## Half of a square

Remove an electron from a molecule in small portions and let $q$ be the fraction already gone. If the missing charge repels itself, the energy contains a term that grows as $q^2$:

$$E(q)=E(0)+g\,q+\tfrac12 c\,q^2 .$$

The first portion costs energy at the rate $g$, while the whole electron costs $I=g+c/2$. The starting rate therefore differs from the full cost by half the curvature $c$.

Both quantities come out of an ordinary calculation. In density-functional theory, $g$ is minus the energy of the highest occupied orbital, the column "-HOMO of the neutral". The ionisation energy $I$ is the energy of the cation less that of the neutral molecule, with the atoms held in place. For the exact functional $E(q)$ is a straight line between whole electrons, so $c=0$ and the two agree.

Vertical ionisation of Cl2FHHfO (SMILES [OH][Hf]([F])([Cl])[Cl]) in the gas phase, computed with Ansatz 0.2.0 at the neutral's PBE0-D4/def2-TZVP geometry, with a def2 core potential on Hf. The neutral is spin-restricted and the cation unrestricted, with <S^2> in units of hbar^2. The HF/def2-limit row is extrapolated from def2-TZVPP and def2-QZVPP.

```
               level  exact exchange, long range (%)  ionisation energy (eV)  -HOMO of the neutral (eV)  cation <S^2>
   PBE-D4/def2-TZVPP                               0                   10.85                       7.93         0.754
r2SCAN-D4/def2-TZVPP                               0                   11.14                       8.33         0.758
 B3LYP-D4/def2-TZVPP                              20                   11.33                       9.07         0.760
  PBE0-D4/def2-TZVPP                              25                   11.42                       9.36         0.763
  wB97X-V/def2-TZVPP                             100                   11.89                      11.76         0.771
  wB97M-V/def2-TZVPP                             100                   11.82                      11.60         0.767
       HF/def2-QZVPP                             100                   11.13                        n/a         0.761
       HF/def2-TZVPP                             100                   11.15                        n/a         0.761
       HF/def2-limit                             100                   11.13                        n/a           n/a
```

From PBE to wB97X-V the ionisation energy rises by 1.04 eV, but -HOMO rises by 3.83 eV. The change of functional thus acts mainly on the curvature and much less on the cost of the whole electron. The rows for PBE, PBE0 and Hartree-Fock show how.

## PBE: a charge that repels itself

In PBE, -HOMO lies 2.92 eV below the ionisation energy of the same functional, so the curve bends upwards. Theory gives the reason. The classical repulsion energy is computed from the total electron density and so includes the repulsion of each electron with itself. Exchange should remove that part, and a functional that knows only the local density and its gradient removes it incompletely.

A capacitor behaves in a similar way. Its first portion of charge meets no opposing voltage and later portions meet more, so the average cost exceeds the initial one. The likeness ends there: the capacitor holds many electrons that really do repel each other, whereas the single missing electron has no partner to repel.

The r2SCAN row supports this division into level and curvature. It too has no exact exchange, yet its ionisation energy is 0.29 eV above that of PBE and its -HOMO 0.40 eV above. A different semilocal formula has moved both numbers up together and left the distance between them almost as it was.

## PBE0: a quarter of the cure

PBE0 replaces a quarter of the PBE exchange by exact exchange, which cancels self-repulsion completely. Let $D$ be -HOMO less the ionisation energy, which equals $-c/2$ in the simple model. If curvature mixes in the same proportion as exchange, PBE0 should lie a quarter of the way from PBE to Hartree-Fock. For Hartree-Fock, $D$ is $+1.54$ eV, from an orbital energy of the same calculations:

$$D \approx -2.92+0.25\,(1.54+2.92)\approx -1.8\ \text{eV}.$$

The computed PBE0 value, which did not enter the estimate, is $-2.06$ eV. The direction is right, but the narrowing relative to PBE is overstated by 0.25 eV, about 30% of the computed narrowing. The line treats its two ends as differing in exchange alone, whereas Hartree-Fock also lacks electron correlation and may hold the hole in another orbital.

The ionisation energy itself also rises from PBE to PBE0, by 0.57 eV. The same curvature can explain this if the hole, the place left by the electron, is shared between atoms. Two atoms with half a hole each both sit on the sagging middle of the curve, so PBE makes the cation too stable, and exact exchange reduces the sag. Lone pairs on the two chlorine atoms are a likely home for such a hole, but its orbital was not identified.

## Exact exchange where it counts

The two range-separated functionals, wB97X-V and wB97M-V, use full exact exchange only between distant electrons and a small share of it at short range. Their -HOMO lies within about 0.2 eV of their ionisation energy. At long range an electron leaving the molecule should feel the attraction of the positive ion it leaves behind. Semilocal exchange lets that attraction fade too quickly, and exact exchange restores it.

The 100% in their rows must not be put into the estimate above, which would then return the Hartree-Fock value of $+1.54$ eV. Their semilocal part at short range should still bend the curve upwards, which would offset the downward bend that full exact exchange brings. The small step down from wB97X-V to wB97M-V, at equal long-range exchange, shows again that the rest of the functional matters too.

## Hartree-Fock: too much in one quantity, too little in the other

With exact exchange at all distances, -HOMO is 12.69 eV and now exceeds the ionisation energy of 11.15 eV. In Hartree-Fock theory the orbital energy is the cost of removing an electron while all the others stay frozen. In the real cation they shift towards the hole and lower its energy. The difference of 1.54 eV is this relaxation, including any move of the hole to another orbital, and it makes the curve bend downwards.

The ionisation energy, by contrast, falls back by 0.27 eV from PBE0. The cause is correlation, the way electrons avoid each other beyond the average repulsion. The neutral molecule has one more electron to correlate and gains more from it than the cation does. Hartree-Fock omits this gain and so makes the electron too easy to remove.

Coupled-cluster calculations, CCSD(T)/def2-TZVPP, built on the same Hartree-Fock orbitals show the size of the effect. The correlation energy of the neutral exceeds that of the cation by 0.69 eV, which raises the ionisation energy to 11.84 eV. The three Hartree-Fock rows differ only in basis set and agree within 0.02 eV, so the low value is not a basis error.

The coupled-cluster value is close to the range-separated functionals, but it can't rank them. With larger basis sets it moves to an estimated 12.06 eV, and the Hartree-Fock orbitals of the cation are a poor starting point. The Hartree-Fock hole may also sit in a different orbital from that of the functionals, since the two highest levels of the neutral lie only 0.19 eV apart in PBE0. Spin-orbit coupling is left out throughout.

## Reading an orbital energy

For this molecule, an orbital energy from a semilocal functional or an ordinary hybrid understates that functional's own ionisation energy by 2 to 3 eV. The difference of two total energies avoids this error, but curvature can still enter it through a hole shared between atoms, and it varies by about 1 eV among the functionals here. More exact exchange at all distances first closes the distance between the two numbers and then reverses it, somewhere between the 25% of PBE0 and the 100% of Hartree-Fock. The output printed below lists the differences used here.

The analysis program printed:

```
Level against ionisation energy (eV):
                   row     IE  -HOMO  -HOMO less IE
     PBE-D4/def2-TZVPP  10.85   7.93          -2.92
  r2SCAN-D4/def2-TZVPP  11.14   8.33          -2.81
   B3LYP-D4/def2-TZVPP  11.33   9.07          -2.26
    PBE0-D4/def2-TZVPP  11.42   9.36          -2.06
    wB97X-V/def2-TZVPP  11.89  11.76          -0.13
    wB97M-V/def2-TZVPP  11.82   11.6          -0.22
         HF/def2-QZVPP  11.13    n/a            n/a
         HF/def2-TZVPP  11.15    n/a            n/a
         HF/def2-limit  11.13    n/a            n/a
Rise of ionisation energy, PBE to wB97X-V (eV): 1.04
Rise of -HOMO, PBE to wB97X-V (eV): 3.83
Ratio of these two rises: 3.683
Rise of ionisation energy, PBE to PBE0 (eV): 0.57
Rise of -HOMO, PBE to PBE0 (eV): 1.43
r2SCAN less PBE, ionisation energy (eV): 0.29
r2SCAN less PBE, -HOMO (eV): 0.4
wB97M-V less wB97X-V, ionisation energy (eV): -0.07
Hartree-Fock -HOMO, def2-TZVPP (eV): 12.69
Hartree-Fock -HOMO less ionisation energy (eV): 1.538
PBE0 gap estimated on the line from PBE to Hartree-Fock (eV): -1.805
Estimate less computed PBE0 gap (eV): 0.2546
Hartree-Fock less PBE0, ionisation energy (eV): -0.27
Hartree-Fock less wB97X-V, ionisation energy (eV): -0.74
Spread of the three Hartree-Fock rows (eV): 0.02
Size of CCSD(T) correlation energy, neutral (eV): 34.08
Size of CCSD(T) correlation energy, cation (eV): 33.4
Correlation energy lost on ionisation (eV): 0.6856
CCSD(T) ionisation energy, def2-TZVPP (eV): 11.84
CCSD(T) ionisation energy, estimated basis limit, same scheme for both (eV): 12.06
Largest excess of cation <S^2> over 0.75: 0.021
Spacing of the two highest occupied levels, PBE0 (eV): 0.192
```
